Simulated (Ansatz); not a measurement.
## HfTi: energy above lowest point against volume scale

Results calculated with Ansatz 0.2.0, not measured. Free energy against uniform scaling of the volume at fixed shape and fractions; periodic cell, basis, potentials, k mesh and filling as listed.

The cell before it is scaled or strained (space group P-6m2, No. 187):
```
HfTi
1.0
      3.0861     0.0000     0.0000
     -1.5431     2.6727     0.0000
      0.0000     0.0000     4.8293
Hf Ti
1 1
Direct
  0.66667 0.33333 0.50000
  0.33333 0.66667 0.00000
```

Settings of every row: functional PBEsol; dispersion none; potentials all-electron LAPW; k mesh 11x11x6; k shift 0x0x0; occupations fermi dirac; smearing width 0.1 eV; spin none; SCF threshold exponent -5.

Limits: coarse k mesh, up to 40 meV an atom off; loose SCF threshold; no spin-orbit coupling, which can matter with elements this heavy; the cell comes from a prototype or a list of computed structures and needn't be the stable phase.

| row | volume scale | V (Å³/atom) | energy above lowest point (meV/atom) |
| --- | --- | --- | --- |
| 1 | 0.94 | 18.722 | 6 |
| 2 | 0.96 | 19.12 | 0 |
| 3 | 0.98 | 19.518 | 0.1 |
| 4 | 1 | 19.917 | ? |
| 5 | 1.02 | 20.315 | 16.3 |
| 6 | 1.04 | 20.713 | 31.5 |
| 7 | 1.06 | 21.112 | 50.9 |

Question: what energy above lowest point should row 4 give?

Worked fit of energy above lowest point. Take u = (V_r/V)^(2/3) − 1 with V_r = 19.916 Å³ an atom, which is twice the finite (Eulerian) strain; such expansions in the strain, on which the Birch-Murnaghan equation of state is built, carry the rest volume and the bulk modulus. The shown rows have u = 0.04208, 0.02757, 0.01355, -0.01314, -0.02582, -0.03813. Least squares give energy above lowest point = 5.67 − 613.4 × u + 14899 × u² − 3266 × u³ meV/atom; a parabola predicts inner rows, each left out in turn, worse (root mean square 0.08 against 0.025 meV/atom). All shown rows lie on it to the printed digit. Its lowest point lies at u = 0.0207, or V = 19.31 Å³ an atom, and the curvature there gives the bulk modulus at fixed shape and fractions, B = (4/9)(1 + u)² E″(u)/V = 113 GPa. Letting shape and atoms relax would as a rule lower it, by much in layered, chain or molecular crystals. The withheld row has u = -3e-05, so the fit gives 5.67 − 613.4 × (-3e-05) + 14899 × (-3e-05)² − 3266 × (-3e-05)³ = 5.7 meV/atom.

The calculation gave 5.7 meV/atom. The fit meets it to the printed digit.
